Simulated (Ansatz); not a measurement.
# A series in volume scale on LiLaO₃

Free energy against uniform scaling of the volume at fixed shape and fractions; periodic cell, basis, potentials, k mesh and filling as listed. The results are calculated, by Ansatz 0.2.0.

The cell before it is scaled or strained (space group Pm-3m, No. 221):
```
LiLaO3
1.0
      3.8226     0.0000     0.0000
      0.0000     3.8226     0.0000
      0.0000     0.0000     3.8226
Li La O
1 1 3
Direct
  0.50000 0.50000 0.50000
  0.00000 0.00000 0.00000
  0.50000 0.50000 0.00000
  0.50000 0.00000 0.50000
  0.00000 0.50000 0.50000
```

Settings of every row: functional PBEsol; dispersion none; potentials PAW; wave cutoff 476.2 eV; density cutoff 1904.8 eV; k mesh 6x6x6; k shift 0x0x0; occupations fermi dirac; smearing width 0.1 eV; spin none.

Limits: coarse k mesh, up to 40 meV an atom off; the cell comes from a prototype or a list of computed structures and needn't be the stable phase.

```
row  volume scale  V (Å³/atom)  energy above lowest point (meV/atom)
  1           0.9       10.054                                   7.4
  2         0.925       10.334                                   0.2
  3          0.95       10.613                                     0
  4         0.975       10.892                                   5.8
  5             1       11.171                                     ?
  6         1.025       11.451                                  32.6
  7          1.05        11.73                                  52.1
  8         1.075       12.009                                  75.1
  9           1.1       12.289                                 101.1
```

Question: what energy above lowest point should row 5 give?

Worked fit of energy above lowest point. Take u = (V_r/V)^(2/3) − 1 with V_r = 11.171 Å³ an atom, which is twice the finite (Eulerian) strain; such expansions in the strain, on which the Birch-Murnaghan equation of state is built, carry the rest volume and the bulk modulus. The shown rows have u = 0.07276, 0.05329, 0.03475, 0.017, -0.01637, -0.03203, -0.04708, -0.06161. Least squares give energy above lowest point = 16.89 − 807.6 × u + 9182 × u² + 1724 × u³ meV/atom; a parabola predicts inner rows, each left out in turn, worse (root mean square 0.14 against 0.035 meV/atom). All shown rows lie on it to the printed digit. Its lowest point lies at u = 0.0434, or V = 10.48 Å³ an atom, and the curvature there gives the bulk modulus at fixed shape and fractions, B = (4/9)(1 + u)² E″(u)/V = 139 GPa. The withheld row has u = 0, so the fit gives 16.89 − 807.6 × (0) + 9182 × (0)² + 1724 × (0)³ = 16.9 meV/atom.

The calculation gave 16.9 meV/atom. The fit meets it to the printed digit.
